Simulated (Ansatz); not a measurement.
# A series in volume scale on TiC

All results are calculated (Ansatz 0.2.0). Periodic Kohn-Sham DFT of a crystal at fixed atoms, scaled to volume_scale times the given cell; pressure positive in compression, energy less spherical unpolarised free atoms, largest_vzz the field gradient of largest size among the nuclei.

The cell before it is scaled or strained (space group Fm-3m, No. 225):
```
cell vectors (Å)
   0.0000     2.1640     2.1640
   2.1640     0.0000     2.1640
   2.1640     2.1640     0.0000
atoms (fractions of the cell vectors)
Ti  0.00000  0.00000  0.00000
C   0.50000  0.50000  0.50000
```

Settings of every row: method frozen-core PAW; functional PBEsol; relativity scalar; k mesh 14x14x14; filling fermi-dirac; smearing width 0.03 eV; wave cutoff 420 eV; paw set soft_2.

Atom start moment: 0 on all atoms.

Limits: PAW files made with PBE.

| row | volume scale | V (Å³/atom) | pressure (GPa) |
| --- | --- | --- | --- |
| 1 | 0.94 | 9.526 | 10.859 |
| 2 | 0.96 | 9.728 | 4.591 |
| 3 | 0.98 | 9.931 | -1.065 |
| 4 | 0.99 | 10.032 | -3.683 |
| 5 | 1 | 10.134 | -6.17 |
| 6 | 1.01 | 10.235 | -8.531 |
| 7 | 1.02 | 10.336 | ? |
| 8 | 1.04 | 10.539 | -14.937 |
| 9 | 1.06 | 10.742 | -18.69 |

Question: what pressure should row 7 give?

Worked fit of pressure. Take u = (V_r/V)^(2/3) − 1 with V_r = 10.083 Å³ an atom, which is twice the finite (Eulerian) strain; such expansions in the strain, on which the Birch-Murnaghan equation of state is built, carry the rest volume and the bulk modulus. The shown rows have u = 0.03861, 0.02418, 0.01018, 0.00339, -0.00336, -0.00993, -0.02906, -0.04133. Least squares give pressure = −4.9439 + 370.778 × u + 960.49 × u² + 927 × u³ GPa; a parabola predicts inner rows, each left out in turn, worse (root mean square 0.016 against 0.0094 GPa). The rows lie off it by 0.002, -0.005, 0.004, -0.007, 0.009, 0.001, -0.007, 0.003 (root mean square 0.0054 GPa). The pressure vanishes at u = 0.0129, or V = 9.891 Å³ an atom, and there the bulk modulus at fixed shape and fractions is B = −V dP/dV = (2/3)(1 + u) dP/du = 267 GPa. The withheld row has u = -0.01639, so the fit gives −4.9439 + 370.778 × (-0.01639) + 960.49 × (-0.01639)² + 927 × (-0.01639)³ = -10.767 GPa.

The calculation gave -10.776 GPa. The fit lies 0.009 GPa (0.03 % of the column's range) above it; its largest miss of a shown row is 0.009 GPa.
